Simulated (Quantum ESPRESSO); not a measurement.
# Work function, top-layer force and surface energy of Rh(100) films of three to eight layers in PBE and PBEsol

A metal film a few atoms thick has two surfaces whose electrons still share the same standing waves, so adding a layer in the middle can change the work function outside. We want to know how many layers Rh(100) needs before its surface properties settle. This matters for contacts, where the work function enters the barrier height, and for choosing a slab thick enough to stand for a bulk electrode. We calculate the work function Φ from the Fermi level to the vacuum level, the force on the top atom along the outward normal, and the excess energy of both faces relative to bulk layers. The atoms are held at bulk places, and changes with thickness are judged against the eight-layer film.

## Computational details

Quantum ESPRESSO 7.5 (pw.x), driven by a script. Symmetric 1×1 slabs of Rh(100) (fcc) at the tabulated measured lattice constant, atoms at bulk places, 7.5 Å of empty space on each side as the script builds them, with open boundaries by the effective screening medium. Mesh 12×12×1 for all thicknesses, Marzari-Vanderbilt smearing of 0.02 Ry, spin-paired, no spin-orbit coupling. PBE, GBRV ultrasoft: cutoffs 40 and 200 Ry; PBEsol, GBRV ultrasoft: cutoffs 40 and 200 Ry. The excess energy is the slab's energy less the number of layers times the slope of a straight line through the thicker slabs; it is twice the surface energy per cell.

Notes on method and selection:

- Confinement between the two faces quantises the states along the normal, so values can oscillate with thickness.
- The measured lattice constant is no functional's own, which adds to the force.
- Measured work functions of the rebuilt (100) and (110) faces of Au, Pt and Ir, of Ta(111), and of polycrystals are not set beside the runs.
- Runs in which the search for lower states was switched off are not listed.
- Runs that did not converge, have known faults or may not be shown are not listed, and runs on Ansatz's PAW sets soft_1 and soft_2 are kept to separate tables.

Columns:

- layers: number of atomic layers.
- Φ (eV): work function: vacuum level outside the slab less the Fermi level.
- force (eV/Å): force on the top atom along the outward normal; negative pulls it inwards.
- excess energy (meV): excess energy of the slab, both faces, per 1×1 cell.

## Results

```
member    layers  Φ (eV), PBE, GBRV ultrasoft  Φ (eV), PBEsol, GBRV ultrasoft  force (eV/Å), PBE, GBRV ultrasoft  force (eV/Å), PBEsol, GBRV ultrasoft  excess energy (meV), PBE, GBRV ultrasoft  excess energy (meV), PBEsol, GBRV ultrasoft
3 layers  3       4.978                        5.100                           −0.411                             −0.907                                2162                                      2631
4 layers  4       5.078                        5.203                           −0.216                             −0.715                                2244                                      2712
5 layers  5       ?                            ?                               ?                                  ?                                     ?                                         ?
6 layers  6       5.057                        5.187                           −0.346                             −0.845                                2228                                      2698
7 layers  7       5.063                        5.188                           −0.323                             −0.824                                2235                                      2702
8 layers  8       5.062                        5.185                           −0.320                             −0.816                                2243                                      2711
```

Cells marked ? are withheld until the estimate has been made.

## The trend and its physics

The large change comes between three and four layers. In PBE, Φ rises by 5.078 − 4.978 = 0.100 eV, the inward force weakens from −0.411 to −0.216 eV/Å, and the excess energy grows by 2244 − 2162 = 82 meV per cell. Among the films shown from four layers up, Φ stays within 5.078 − 5.057 = 0.021 eV and the excess energy within 16 meV. The force settles later: at six layers it is still 0.026 eV/Å more inward than at eight.

The likely cause is confinement. In a film of $N$ layers with spacing $d$, the allowed wave numbers along the normal lie roughly $\pi/(Nd)$ apart. Each added layer shifts these levels past the Fermi energy and changes the charge at the faces, and the effect fades as the levels crowd together. PBEsol gives nearly the same step in Φ from three to four layers, 0.103 eV, so the step hardly depends on the functional. Both series share one mesh and smearing, however, so a sampling error common to both could contribute.

The force points inwards in every film shown, as expected when surface atoms lose neighbours and their remaining bonds strengthen. PBEsol makes it more inward by about 0.50 eV/Å at each thickness. Much of this offset can come from the fixed lattice constant. PBE prefers a wider lattice than PBEsol, so at the same spacing its film is under more pressure, which pushes the top layer outwards.

At eight layers the surface energy is half the excess: 2243 / 2 = 1122 meV per surface atom in PBE and 2711 / 2 = 1356 meV in PBEsol. The functional therefore matters far more for this quantity than thickness does among the films shown from four layers up.

## Blind estimate

Plain estimates from the members shown:

- 5 layers (PBE, GBRV ultrasoft), straight-line interpolation between 4 layers and 6 layers: w = (5 − 4) / (6 − 4) = 0.500, so 5.078 + 0.500 × (5.057 − 5.078) = 5.068 eV

The straight line between four and six layers gives 5.068 eV for the five-layer film. It puts half its weight on the four-layer film, which has the highest Φ of those shown and may sit on a crest of the oscillation. We prefer the mean of the four films from four layers up: (5.078 + 5.057 + 5.063 + 5.062) / 4 = 5.065 eV. The three-layer film is left out because its Φ lies well below the narrow band of the others; we assume that five layers belong to that band.

No further shift is applied. The force and excess energy of the five-layer film are withheld, as is its PBEsol work function, so no other column shows which way the oscillation turns there.

We tried the route on the two neighbouring films, predicting each from the other three in the band. For four layers this gives (5.057 + 5.063 + 5.062) / 3 = 5.061 eV against 5.078 eV calculated, a miss of 0.017 eV. For six layers it gives 5.068 eV against 5.057 eV, a miss of 0.011 eV the other way. The root mean square of the two is 0.014 eV, which we take as the standard deviation. The seven- and eight-layer films would give smaller misses, but confinement is weaker there and they would make the error bar too narrow.

**Committed estimate, 5 layers (PBE, GBRV ultrasoft): Φ = 5.065 ± 0.014 eV.**

## Outcome

```
member    level                   layers  Φ (eV)  force (eV/Å)  excess energy (meV)
5 layers  PBE, GBRV ultrasoft     5       5.097   −0.348        2233
5 layers  PBEsol, GBRV ultrasoft  5       5.223   −0.858        2701
```

```
member                          estimate       Φ (eV)  computed  estimate − computed  miss in error bars
5 layers (PBE, GBRV ultrasoft)  committed      5.065   5.097     −0.032               2.3
5 layers (PBE, GBRV ultrasoft)  interpolation  5.068   5.097     −0.029
```

The estimate of 5.065 eV was 0.032 eV too low, or 2.3 of its error bars. Interpolation missed by 0.029 eV, so neither route was useful here.

Five layers do lie well above three, but outside the narrow band to which we assigned them. We were also wrong to suspect that the four-layer film sits on the crest: Φ is highest at five layers, 0.019 eV above four and 0.040 eV above six. Averaging the other films flattened the very oscillation we were trying to predict, and two trial misses were too few to set the error bar.

PBEsol also has its highest Φ at five layers, 5.223 − 5.187 = 0.036 eV above six, so the crest is not peculiar to PBE. This fits confinement between the faces, but the totals do not show which states cross the Fermi level.

## Residuals

The three-layer film stands farthest out. Relative to eight layers in PBE, its Φ is 5.062 − 4.978 = 0.084 eV lower and its excess energy 81 meV lower. With one inner layer between two faces, it has no bulk-like interior, and confinement is strongest there. Part of the energy gap depends on the fitted bulk slope. A slope taken from six and eight layers alone would be (2243 − 2228) / 2 = 7.5 meV per layer higher (less negative, as total energies are negative), and the gap would shrink to 81 − 5 × 7.5 = 43.5 meV.

The four-layer film is exceptional in its force, which is 0.104 eV/Å less inward than at eight layers in PBE and 0.101 eV/Å less in PBEsol. Its Φ is only 0.016 eV higher in PBE. A confined state that alters the bonding of the top layer more than the surface dipole could do this.

At five layers the roles are reversed: Φ is 5.097 − 5.062 = 0.035 eV above the eight-layer value in PBE, while the force is only 0.348 − 0.320 = 0.028 eV/Å more inward.

## Measured against computed

```
member    quantity  measured  computed, PBE, GBRV ultrasoft  computed − measured  conditions                                                                                                                    source
8 layers  Φ (eV)    5.3       5.062                          −0.238               compiled values differ between sources by a tenth of an eV or more; compiled experimental value; Rh(100) single-crystal face  [1]
```

Sources:

[1] "Anisotropic work function of elemental crystals" (2019, arXiv:1902.07811)

The compiled work function of the Rh(100) face is 5.3 eV. At eight layers PBE lies 0.238 eV below it and PBEsol 5.3 − 5.185 = 0.115 eV below. Since compiled values differ between sources by a tenth of an eV or more, the PBEsol difference is comparable with the experimental uncertainty and its sign is not settled. The PBE difference is about twice as large, which suggests that PBE is too low, though one compiled value cannot prove it. It also cannot test the trend with thickness, because it belongs to a crystal face and not to a series of films.

Film thickness is unlikely to explain the PBE difference, as Φ changes by only 0.006 eV between six and eight layers. The choice of functional matters more, moving Φ by 0.123 eV at eight layers. Keeping the top layer at its bulk place may add a few hundredths of an eV, of a sign we cannot give from these runs. On the experimental side, steps usually lower the work function of a metal face, while adsorbed oxygen usually raises it.

## Closing remarks

For Φ, six layers are enough at this level: six to eight agree within 0.006 eV in PBE and 0.003 eV in PBEsol. The force needs seven, where it differs from the eight-layer value by only 0.323 − 0.320 = 0.003 eV/Å in PBE and 0.824 − 0.816 = 0.008 eV/Å in PBEsol. Thinner films should be calculated individually, since averaging and interpolation both missed the crest at five.

A film known in one functional can be carried over to the other. PBEsol Φ exceeds PBE Φ by roughly 0.12 to 0.13 eV at every thickness, whereas the PBE values themselves span 5.097 − 4.978 = 0.119 eV.

The PBE surface energy at eight layers, 1122 meV per surface atom, is less secure. The less negative bulk slope from six and eight layers would lower it by 8 × 7.5 / 2 = 30 meV.

The main omission is relaxation. It would move the top layer inwards and bring its force from −0.320 eV/Å to zero, a larger change than the whole spread of the PBE forces with thickness, 0.195 eV/Å.

[Logs are printed without paths, hosts, clocks, repeated set-up lines and the standing remarks that a program may print on its own settings, such as how far it seeks lower states.]
